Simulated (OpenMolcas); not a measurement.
CHF3O3S (triflic acid): methods side by side

CHF3O3S: 9 atoms, total charge 0, spin state singlet. As SMILES, `O=S(=O)(O)C(F)(F)F`. The coordinates come from a PBE0-D4/def2-TZVP relaxation. This is one conformer, not always the lowest.

Each level gives the HOMO–LUMO gap (eV). The values are calculated.

```json
{"level": "HF/6-31G* (spherical functions)", "kind": "Hartree–Fock", "program": "OpenMolcas", "value (eV)": "18.59", "CPU time": "17 s"}
{"level": "PBE/6-31G* (spherical functions)", "kind": "GGA", "program": "OpenMolcas", "value (eV)": "7.76", "CPU time": "43 s"}
{"level": "M06-L/6-31G* (spherical functions)", "kind": "meta-GGA", "program": "OpenMolcas", "value (eV)": "8.80", "CPU time": "51 s"}
{"level": "TPSS/6-31G* (spherical functions)", "kind": "meta-GGA", "program": "OpenMolcas", "value (eV)": "8.09", "CPU time": "56 s"}
{"level": "BHLYP/6-31G* (spherical functions)", "kind": "global hybrid", "program": "OpenMolcas", "value (eV)": "13.14", "CPU time": "42 s"}
{"level": "M06-2X/6-31G* (spherical functions)", "kind": "hybrid meta-GGA", "program": "OpenMolcas", "value (eV)": "12.99", "CPU time": "47 s"}
{"level": "PBE0/6-31G* (spherical functions)", "kind": "global hybrid", "program": "OpenMolcas", "value (eV)": "10.57", "CPU time": "42 s"}
{"level": "B2PLYP/6-31G* (spherical functions)", "kind": "double hybrid", "program": "OpenMolcas", "value (eV)": "13.46", "CPU time": "31 s"}
```

The values span 7.76 to 18.59 eV. Orbital gaps aren't excitation energies, and those of double hybrids come from the SCF part alone; they tend to grow with the share of exact exchange. CPU times are rough (shared hosts, several kinds of processor): they show what a rung costs within a factor of a few.

The three semilocal functionals lie close together, from 7.76 eV for PBE to 8.80 eV for M06-L, whereas PBE0 gives 10.57 eV and Hartree–Fock 18.59 eV. The spread probably arises mainly because non-local exchange lowers the occupied levels while leaving the empty ones without a comparable stabilisation. The ordering is not strictly set by the exchange fraction: M06-2X contains slightly more exact exchange than BHLYP, yet its gap is marginally smaller, so the rest of the functional matters too.

A wide gap at every level fits a saturated, closed-shell sulfonic acid. The highest occupied orbitals are probably oxygen lone pairs, held deep by the electron-withdrawing sulfonyl and trifluoromethyl groups, while the lowest empty orbital probably has S–O and S–C antibonding character. Because the basis lacks diffuse functions, it remains open how far the largest gaps reflect an unbound empty level confined by the basis rather than a valence antibonding orbital.
